The cold-edge assumption in the racetrack sheath scaling

Conventions and the basic result

A planar circular magnetron has a racetrack of mean radius R and width w, a field B parallel to the target at the racetrack centre, and field lines of radius of curvature Rc. V is the magnitude of the target potential relative to the sheath edge and I the discharge current. The ions are singly charged, of mass M. Te stands for kBTe/e in volts and is quoted in eV.

A secondary electron leaves the target at rest. In a locally uniform parallel field its canonical momentum is conserved, so at height x its speed across B and along the target is eBx/m. Once it has gained the energy eV, it turns at the height

r = (2mV/e)^(1/2)/B. (1)

The field line whose apex lies at height r meets the target at ±w/2, with (w/2)² = Rc² − (Rc − r)². For r ≪ Rc,

w = 2(2rRc)^(1/2) ∝ V^(1/4) B^(−1/2). (2)

All of I is assigned to ions spread evenly over the ring, J = I/(2πRw). The collisionless Child law,

J = (4/9) ε0 (2e/M)^(1/2) V^(3/2)/s0², (3)

gives s0² ∝ V^(3/2) w/I, and the Bohm flux J = 0.61 e n uB, with uB = (eTe/M)^(1/2) and 0.61 = exp(−1/2) from a collisionless presheath drop of Te/2, gives the density n in front of the presheath:

s0 ∝ V^(7/8) I^(−1/2) B^(−1/4), n ∝ I B^(1/2) V^(−1/4) at fixed Te. (4)

Where the assumption enters

The two halves of (4) describe the sheath edge differently. The density formula lets ions cross the edge at the speed uB, with a finite density ns = J/(e uB) neutralised by electrons. The Child law starts the ions from rest, which at finite J means infinite density at the edge, and admits no electrons at all. Equation (3) is therefore the limit Te/V → 0, here called the cold-edge assumption. The ratio Te/V is only about 0.01 in a magnetron, but the correction goes with its square root and carries a coefficient well above one.

The sheath at finite Te

Let φ ≤ 0 be the potential relative to the edge, η = −φ/Te, and ξ the distance towards the target in units of the edge Debye length λ = (ε0Te/(e ns))^(1/2). Ion energy and flux conservation give the speed u uB with u = (1 + 2η)^(1/2) and the density ns/u. The plasma electrons follow the Boltzmann relation, ne = ns exp(−η). Poisson's equation reads

η″ = (1 + 2η)^(−1/2) − exp(−η). (5)

Multiplying by η′ and integrating from the plasma side, where η → 0 and η′ → 0,

η′²/2 = (1 + 2η)^(1/2) + exp(−η) − 2. (6)

This is a momentum balance in units of ns eTe. The field stress ε0E²/2 equals the ion momentum flux plus the electron pressure, less the value of their sum at the edge, where each contributes 1. The Child law keeps only the leading part U = (2η)^(1/2) of the first term. Integration of η′ = (2U)^(1/2), with dη = U dU, up to the target value Uc = (2V/Te)^(1/2) gives

s0/λ = (√2/3) Uc^(3/2), (7)

which is (3) once ns = J/(e uB) is inserted, Te cancelling.

Three things were dropped from (6). The shift from U to u is of relative order U^(−2). The term exp(−η) matters only within a few λ of the edge. The constant −2 is of relative order 1/U and persists all the way to the target, so it supplies the first correction. Where the electrons have gone, dη = u du and

dξ = u du/[2(u − 2)]^(1/2) = dF, F(u) = (√2/3)(u + 4)(u − 2)^(1/2). (8)

The distance from the point η = η1 to the target, at ηc = V/Te and uc = (1 + 2ηc)^(1/2), is then

s/λ = ∫ dη/η′ from η1 to ηc = F(uc) + C(η1), (9)

where C collects the electron layer and does not depend on ηc apart from terms of order exp(−ηc). Expanding F for large Uc,

s/s0 = 1 + 3/Uc + (3/√2) C/Uc^(3/2) − 15/(4Uc²) + … (10)

The first correction is 3/Uc = 3(Te/2V)^(1/2). It is positive: at given J the momentum brought in by the plasma is subtracted from the field stress at every point, the field is weaker, and more distance is needed to drop the same voltage. At the target (6) gives a result free of any convention about the edge,

Ec/Ec0 = [(uc − 2)/Uc]^(1/2) ≈ 1 − 1/Uc, with Ec0 = 4V/(3s0). (11)

The result can be freed from the particular edge model. Let Π be the total momentum flux at the edge and p = Π/[J(2MV/e)^(1/2)] its ratio to the ion momentum flux at the target. With y = (|φ|/V)^(1/2), the electron-free balance is E² ∝ y − p, and the integral of 2y dy/(y − p)^(1/2) has the antiderivative (4/3)(y + 2p)(y − p)^(1/2). Hence, apart from the edge constant,

s/s0 = (1 + 2p)(1 − p)^(1/2) ≈ 1 + 3p/2, (12)

and p = 2/Uc reproduces (10). If the ions enter at the speed μuB at the same J, the constant 2 becomes μ + 1/μ, which is stationary at μ = 1. The coefficient 3 is thus insensitive to small departures from the Bohm speed.

Where the sheath ends

For small η the right side of (6) is η³/3, so C grows as (6/η1)^(1/2) when η1 → 0. On the Debye scale the sheath merges into the presheath without a sharp boundary, and a thickness needs a convention. A natural one replaces the electron profile by a step placed so that the electrons on its target side equal in number the net positive charge on its plasma side. By Gauss's law that charge is η′ at the step, so the condition is η′(η1) = ∫ exp(−η) dη/η′ from η1 upwards. Numerical integration gives 0.447 on the left against 0.505 on the right at η1 = 1.0, and the inequality is reversed at η1 = 1.1. The step lies between these points, which are only 0.2 λ apart. The choice η1 = 1, where ne has fallen to ns/2.718, is therefore adopted, and for it |C| < 0.01, so that s = λF(uc). Moving the edge to η1 = 0.5 or η1 = 2 gives C = +1.6 or −1.6.

Effect on the exponents

Since λ² = ε0 Te uB/J ∝ Te^(3/2) w/I, the Debye length scales as V^(1/8) I^(−1/2) B^(−1/4) Te^(3/4), and s/λ depends on V/Te alone. The exponents of I and B in (4) survive unchanged at fixed V and Te. The voltage exponent becomes local:

d ln s/d ln V = 1/8 + κ, d ln s/d ln Te = 3/4 − κ, κ = 3ηc/[2(uc + 4)(uc − 2)] for C = 0, (13)

with κ → 3/4 as Te/V → 0. The width w is untouched, because (1) does not depend on the potential profile as long as s < r: the energy gained is a concave function of x and the energy (eBx)²/2m needed is convex, so the electron clears the sheath. The density scaling in (4) never used the Child law and is also untouched. The correction does reach the density when the argument is run backwards. If J and n are inferred from a sheath thickness through (3), both come out low by the factor (s/s0)².

Size for an aluminium target in oxygen

Take V = 300 V, I = 2 A (600 W) and O2⁺ ions with M = 32 u. The remaining inputs are illustrative: R = 5 cm, Rc = 3 cm, B = 30 mT and Te = 3 eV, the first three chosen to give a typical racetrack current density of a few tens of mA/cm². The presheath drop of 1.5 V is neglected against V.

Equations (1) and (2) give r = 1.95 mm and w = 21.6 mm; the dropped r² term would reduce w by r/4Rc = 1.6 %. The ring area is 67.9 cm², J = 29.5 mA/cm², and (3) gives s0 = 0.413 mm. Further, uB = 3.01 km/s, ns = 6.1 × 10¹⁷ m⁻³, n = 1.0 × 10¹⁸ m⁻³, λ = 16.5 µm and s0/λ = 25.1.

With ηc = 100, Uc = 14.14 and uc = 14.18, the first correction is 3/Uc = 0.21 and the last term of (10) is −0.019. The closed form gives F(uc) = 29.9, so s/s0 = 1.19 and s = 0.49 mm, well below r. The other two edge conventions give s/λ = 31.5 and 28.3, that is s/s0 = 1.26 and 1.13. The convention shifts the correction by about a third of its size and does not change its sign. The field at the target falls from 9.7 to 9.0 kV/cm. From (13), κ = 0.68, the voltage exponent is 0.80 in place of 0.875 (0.77 and 0.84 for the other two edges), and s acquires a weak dependence Te^0.07. A current density inferred from s = 0.49 mm through the Child law would be low by the factor 1.42.

The dependence on the assumed Te, at the same J and s0 and with η1 = 1, is as follows.

Te (eV) | 3/Uc | s/s0 | s (mm) | Ec/Ec0 | V exponent
2 | 0.17 | 1.16 | 0.48 | 0.94 | 0.81
3 | 0.21 | 1.19 | 0.49 | 0.93 | 0.80
5 | 0.27 | 1.24 | 0.51 | 0.91 | 0.79

What was still neglected

Magnetic forces in the sheath. The ion gyroradius at uB is 33 mm and plays no part. The thermal electron gyroradius (mTe/e)^(1/2)/B is 0.14 mm, or 8.4 λ, while the layer between η = 0.5 and η = 2 is 3.2 λ wide. An azimuthal electron drift vd adds a force whose integral over this layer is of order (vd/vth) × 0.38 in the units of (6), with vth = (eTe/m)^(1/2). For an assumed vd = 0.1 vth this is 0.04, small against the constant 2.

Secondary electron current. In oxygen the target surface is oxide, and its emission yield γ is typically about 0.2 electrons per ion. The ion current is I/(1 + γ), so s grows by (1 + γ)^(1/2) = 1.10, to 0.54 mm, and n falls by the factor 0.83. Recapture of electrons that return to the target lowers the net yield, so these figures are upper estimates. The effect on s is up to half of the correction derived here and has the same sign. For the density it matters directly, while the cold-edge assumption does not. It leaves the exponents alone only if γ is constant.

Space charge of particles emitted from the target. A species of mass M′ and yield Y lowers Ec² by the fraction Y(M′/M)^(1/2), its momentum flux at full energy relative to that of the ions, to be compared with p = 0.14. For electrons in a single transit this is 8 × 10⁻⁴, so some 1.7 × 10² full transits per emitted electron would be needed to match p; the present model does not fix the number of transits of trapped electrons. For O⁻ released from the oxide with an illustrative yield of 0.02 the fraction is 0.014.

Negative ions at the edge. For Boltzmann negative ions with α = n₋/ne at the edge and Γ = Te/T₋, linearising the charge density about the edge gives the Bohm condition μ² = (1 + α)/(1 + αΓ), and the constant 2 becomes μ + (1 + α/Γ)/[(1 + α)μ]. Illustrative values α = 0.1 and Γ = 10 give μ = 0.74 and a constant of 1.98. The first correction to s hardly moves, although C changes. The ion density at the edge, J/(eμuB), rises by the factor 1.35, and the factor 0.61 no longer applies. In oxygen this is the weakest point of the density formula.

Charge exchange. At 0.5 Pa and 300 K the gas density is 1.2 × 10²⁰ m⁻³. An approximate O2⁺–O2 cross section of 3 × 10⁻¹⁹ m² gives a free path of 28 mm and s divided by it equal to 0.018. Collisions slow the ions and thin the sheath by a fraction of this order, a tenth of the effect studied.

Voltage outside the sheath. A magnetised ionisation region typically holds of the order of a tenth of the discharge voltage. With 270 V across the sheath at the same J, the ratio of the F values is 0.93 and s = 0.46 mm. This opposes the cold-edge correction and removes about two fifths of it.

The model's sheath thickness for this discharge is therefore 0.5 mm with a spread of about a tenth from these terms, against 0.41 mm from the Child law, and a third figure is not supported. A thickness of some tenths of a millimetre is typical of dc magnetrons at this current density. The model's 1.0 × 10¹⁸ m⁻³ refers to the dense ring just above the racetrack, where 10¹⁷ to 10¹⁸ m⁻³ is typical, and lies at the upper end of that range; plasma a few centimetres from the target is typically thinner by an order of magnitude or more. The uniform ring also averages over a peaked profile: at the racetrack centre J is higher than I/(2πRw) and the sheath thinner as J^(−1/2), but the ratio s/s0 = 1.19 depends on V/Te alone and holds point by point wherever Te is the same.